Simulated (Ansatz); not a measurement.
**Ligand exchange: GeH2(CH3)F + BH(CH3)I → GeH2(CH3)I + BH(CH3)F**

Species: GeH2(CH3)F, singlet; BH(CH3)I, singlet; GeH2(CH3)I, singlet; BH(CH3)F, singlet. The partners trade F for I: Ge–F and B–I bonds give way to Ge–I and B–F.

Shapes, held fixed at every level: PBE0-D4/def2-TZVP. Programs: Ansatz 0.2.0. The zero-point and thermal change to 298 K, harmonic and unscaled (PBE0-D4/def2-TZVP), is +2.8 kJ/mol.

```json
{"level": "PBE0-D4/def2-TZVPP", "kind": "global hybrid", "ΔH(298 K) (kJ/mol)": "-100.3", "less CCSD(T)/def2-TZVPP": "-6.6"}
{"level": "r2SCAN0-D4/def2-TZVPP", "kind": "global hybrid", "ΔH(298 K) (kJ/mol)": "-101.1", "less CCSD(T)/def2-TZVPP": "-7.4"}
{"level": "wB97X-V/def2-TZVPP", "kind": "range-separated hybrid", "ΔH(298 K) (kJ/mol)": "-96.8", "less CCSD(T)/def2-TZVPP": "-3.1"}
{"level": "B2PLYP/def2-TZVPP", "kind": "double hybrid", "ΔH(298 K) (kJ/mol)": "-97.1", "less CCSD(T)/def2-TZVPP": "-3.4"}
{"level": "CCSD(T)/def2-SVP", "kind": "coupled cluster or CI", "ΔH(298 K) (kJ/mol)": "-105.2", "less CCSD(T)/def2-TZVPP": "-11.5"}
{"level": "CCSD/def2-TZVPP", "kind": "coupled cluster or CI", "ΔH(298 K) (kJ/mol)": "-96.0", "less CCSD(T)/def2-TZVPP": "-2.3"}
{"level": "CCSD(T)/def2-TZVPP", "kind": "coupled cluster or CI", "ΔH(298 K) (kJ/mol)": "-93.7", "less CCSD(T)/def2-TZVPP": "0.0"}
```

The highest level, CCSD(T)/def2-TZVPP, gives ΔH(298 K) = -93.7 kJ/mol; the levels span -105.2 to -93.7. The column of differences is taken from that level and isn't an error. No measured value is set beside it here. For atoms past krypton def2 sets carry core potentials with scalar relativity. Relativity is left out for Ge. Outer-core shells of Ge, I are correlated in most correlated rows, in sets that cover them unevenly.

The exchange is strongly exothermic at every level, with ΔH(298 K) = -93.7 kJ/mol at CCSD(T)/def2-TZVPP, so fluorine clearly prefers boron and iodine germanium. The thermal term is small, which makes the preference essentially electronic. Boron and germanium have similar electronegativities, so bond polarity alone is unlikely to account for it. Three-coordinate boron has an empty valence p orbital that accepts π density from a fluorine lone pair, and the compact 2p orbitals of the two atoms overlap well. Iodine's diffuse 5p orbitals match boron less well, while tetrahedral germanium offers only weaker acceptors of σ* character. Trading B–I for B–F therefore probably gains more than trading Ge–F for Ge–I costs.

Within coupled cluster, going from def2-SVP to def2-TZVPP changes the enthalpy far more than adding the triples does in the larger basis. The remaining uncertainty may thus lie more in the basis than in the correlation treatment, though neither threatens the sign. The reaction enthalpy alone doesn't separate π donation from the σ contributions to the bond strengths.
